**Question**

Tin monoxide, SnO, is built of layers, each with a plane of O between two planes of Sn. Weak contacts hold neighbouring layers together. Ten cells are compared in which all edges are stretched in the same proportion. The stresses come from PBE, but the atoms sit where another functional, r2SCAN-rVV10, had relaxed them. Stress xx acts in the plane of the layers and stress zz across them; positive values mean that the cell pushes outward.

SnO (space group P4/nmm, 4 atoms per cell), computed with Ansatz 0.2.0 using PBE, plane waves and PAW, without spin polarisation or spin–orbit coupling. The cutoff is 420 eV, the k mesh 6×6×6 and the Fermi–Dirac smearing 0.02 eV. Atoms are fixed at positions relaxed with r2SCAN-rVV10; pressure and stress are positive in compression, with z along c.

```tsv
volume (Å³/atom)	c/a	shortest distance (Å)	pressure (GPa)	stress xx (GPa)	stress zz (GPa)
14.458	1.2546	2.154	20.130	23.240	13.910
15.139	1.2547	2.172	14.880	17.130	10.380
15.617	1.2546	2.184	11.730	13.400	8.390
16.105	1.2547	2.194	9.620	10.860	7.150
16.603	1.2546	2.205	7.300	8.070	5.770
17.111	1.2546	2.216	5.370	5.670	4.750
17.629	1.2547	2.227	3.740	3.680	3.870
18.158	1.2547	2.238	2.160	1.700	3.070
18.698	1.2546	2.250	0.790	-0.020	2.410
19.247	1.2546	2.261	-0.380	-1.510	1.880
```

(a) Why does the in-plane stress fall about twice as far as the axial stress, and end below it?

(b) The computed energy is almost equal at 18.158 and 18.698 Å³/atom, with its minimum between them, yet the pressure is positive in both cells. Explain this. In the widest cell, PBE leaves a force of 0.42 eV/Å along c on each Sn. What carries the axial stress there?

(c) The pressure falls by 2.11 GPa from 15.617 to 16.105 Å³/atom and by 2.32 GPa in the next step, although the steps otherwise shrink. What may be the reason?

**Model answer to (a)**

Compare the widest cell with the narrowest. The edges shrink by 9%, but the Sn–O distance by only 5%, because Sn moves outward from the O plane as the plane is squeezed. The layer becomes thicker while the cell becomes shorter. The space between facing Sn planes must therefore give up more than the whole loss in c, and it narrows by 23%.

The two directions thus resist by different means. In the plane, a continuous net of Sn–O bonds has to bend and shorten, which is costly from the start. Along c, the soft space between the layers yields first. Over the widest step, a 1% change of the edges alters the in-plane stress 2.8 times as much as the axial one.

This advantage shrinks on compression, to a factor of 1.7 over the narrowest step. Electron shells that face each other across the space repel more steeply as they approach, so the soft direction stiffens faster than the bonded net. An even squeeze of such a layered solid adds most stress in the plane, but the contrast in stiffness fades as the layers close up.

*Remark on the reasoning.* The distances and stresses are computed; assigning them to bonds and to interlayer space is an argument from the structure, since all lengths change together. The crossing near 17.5 Å³/atom marks no change of structure. With c/a held fixed, the two stresses have no reason to vanish in the same cell, so the one that falls faster can drop below the other. Part (b) shows what keeps the axial stress positive.

**Model answer to (b)**

Pressure tells how the energy changes when every atom moves in proportion to the cell. Here the Sn atoms do something more. As the cell expands, they sink towards the O plane instead of rising with the stretch. If PBE pushes them outward, this extra motion costs energy, and

energy released = work of the pressure − work against the Sn forces.

From the narrowest to the widest cell, the pressure does 0.89 eV of work per cell and the Sn motion costs 0.19 eV. That leaves 0.70 eV, against a computed drop of 0.69 eV. An inward force would have given 1.09 eV, so the force does point outward. The energy stops falling when the remaining pressure only just pays for moving Sn, which happens at about 1.5 GPa.

The same force shows what carries the axial stress. That stress is an average over the layer and the space beside it, weighted by their thickness. The outward force on Sn is the difference between the two stresses, multiplied by the area of the cell. Hence

stress in the space = stress zz − (layer thickness / c) × (force / area).

In the widest cell, the edges are 3.944 and 4.949 Å and facing Sn planes lie 2.737 Å apart.

- Layer thickness: 4.949 − 2.737 = 2.212 Å, or 0.447 of c.
- Force per area: 0.422 / 3.944² = 0.0271 eV/Å³, which is 4.35 GPa.
- Stress in the space: 1.88 − 0.447 × 4.35 ≈ −0.06 GPa.

The layers hardly push each other at all in this cell. The axial stress that remains comes from within the layer, where Sn sits too close to the O plane for PBE. In the narrowest cell, by contrast, the space itself carries about 10 GPa.

*Remark on the reasoning.* The energy balance contains no adjustable constant, but it is a law of mechanics. It settles the direction of the force and does not judge PBE. For practical use, neither the volume of zero pressure nor that of lowest energy is the equilibrium volume of SnO: the atoms are not relaxed in PBE and c/a is fixed. PBE also lacks the dispersion attraction that helps to hold real layers together.

**Model answer to (c)**

A smooth power law in volume, fitted to the pressures of all ten rows, serves as a ruler. Row 15.617 lies 0.3 GPa below it, the largest departure, and row 16.105 lies 0.1 GPa above. This does not single out 15.617, because the ruler depends on the rows it is fitted to. A curve drawn through the neighbours of 16.105 alone puts that row about as far too high. The irregularity lies in this pair of rows, and the pressures alone cannot say which of them is more at fault.

Up to 17.111 Å³/atom, PBE makes SnO a semimetal: the top of the valence band lies above the bottom of the conduction band, and some electrons spill over. Compression increases this overlap, so the energy of the spilled electrons falls, relative to the valence states they left, as the cell shrinks. This offsets part of the energy cost of compression and thereby lowers the pressure. The change of the overlap from row to row suggests roughly 25 GPa for one electron per cell. This is only an order of magnitude, because the overlap also responds to the extra motion of Sn, which the pressure does not count. At 15.617 Å³/atom about 0.06 electrons have spilled, which may lower the pressure by something like 1 GPa.

The calculation samples these few electrons at separate points of a coarse k mesh. Even the point of smallest weight holds 0.009 electrons, which corresponds to about 0.2 GPa. Filling or emptying one or two such points between neighbouring volumes could produce a departure of the size seen.

*Remark on the reasoning.* The estimate makes the coarse mesh a plausible cause, which a run with a denser mesh would test. The atomic positions may contribute too. The Sn–O distance grows by 0.012 Å in the step that leads to row 15.617 and by 0.010 Å in the next. A bond slightly too long in that row would lower its pressure, but the distances are rounded too coarsely to tell. PBE also tends to make gaps too small, so the overlap itself probably sets in at too large a volume, and spin-orbit coupling, left out here, could shift it a little. The energy balance is also at its worst over this very step, where it misses the computed slope by 0.2 GPa in 8.5 GPa, though part of this may come from the rounded distances. The output below gives the balance step by step.

Numerical output:

```
fit of pressure on 10 rows: constant -9.291 +/- 0.13, coefficient of (18/vol)**s 11.85 +/- 0.087, s 4.133; rms 0.121, worst 15.617 0.293, leave-one-out rms 0.236
Rows, and steps from the row above (GPa, A):
     row  Sn_plane_spacing  interlayer_stress  layer_stress  P_above_curve  xx_drop_per_1pct  zz_drop_per_1pct  ratio  ion_term  P_plus_ion  minus_dE_dV
  14.458              2.11              10.33         17.08         0.1062               n/a               n/a    n/a       n/a         n/a          n/a
  15.139             2.199              7.139         13.39       -0.06529             3.989             2.305  1.731    -1.719       15.79         15.7
  15.617             2.261              5.323         11.33         -0.293             3.591             1.916  1.874    -1.675       11.63         11.6
  16.105             2.331              4.171         10.13         0.1425             2.483             1.212  2.048    -1.949       8.726        8.503
  16.603             2.398              3.035         8.605        0.04229             2.741             1.356  2.022    -1.733       6.727        6.845
  17.111             2.465              2.089         7.611        0.05054             2.389             1.015  2.353    -1.672       4.663        4.557
  17.629             2.533              1.456         6.561          0.115             2.007            0.8876  2.261    -1.605        2.95        2.946
  18.158             2.602             0.8231         5.666        0.02077             2.009            0.8117  2.475    -1.512       1.438        1.476
  18.698             2.667             0.3152         4.911       -0.04528             1.756            0.6738  2.606    -1.313      0.1623      0.02225
  19.247             2.737           -0.06186         4.283       -0.07369             1.545            0.5494  2.811    -1.369      -1.164        -1.16
Fall of in-plane stress over the series (GPa): 24.75
Fall of axial stress over the series (GPa): 12.03
Volume where the two stresses are equal (A^3/atom): 17.54
Volume of zero pressure (A^3/atom): 19.07
Volume of lowest energy on this path (A^3/atom): n/a
Pressure at the lowest energy (GPa): n/a
Volume of zero interlayer stress (A^3/atom): 19.16
Shrinkage of cell edges, widest to narrowest cell (%): 9.096
Shrinkage of Sn-O distance (%): 4.732
Shrinkage of spacing between facing Sn planes (%): 22.9
Rise of Sn above the O plane on compression (A): 0.08827
Work done by pressure on expansion (eV per cell): 0.8925
Work of Sn forces on expansion, force outward (eV per cell): -0.1929
Computed energy drop on expansion (eV per cell): 0.6938
Energy drop predicted if the Sn force pointed inward (eV per cell): 1.085
Pressure removed per electron moved to M, near 16.1 A^3/atom (GPa): 24.56
Electrons missing from the valence band at 15.617, from occupations (per cell): 0.05551
Electrons that would make up the departure of row 16.105 (per cell): 0.005801
Electrons held by the mesh point of smallest weight (per cell): 0.009259
```
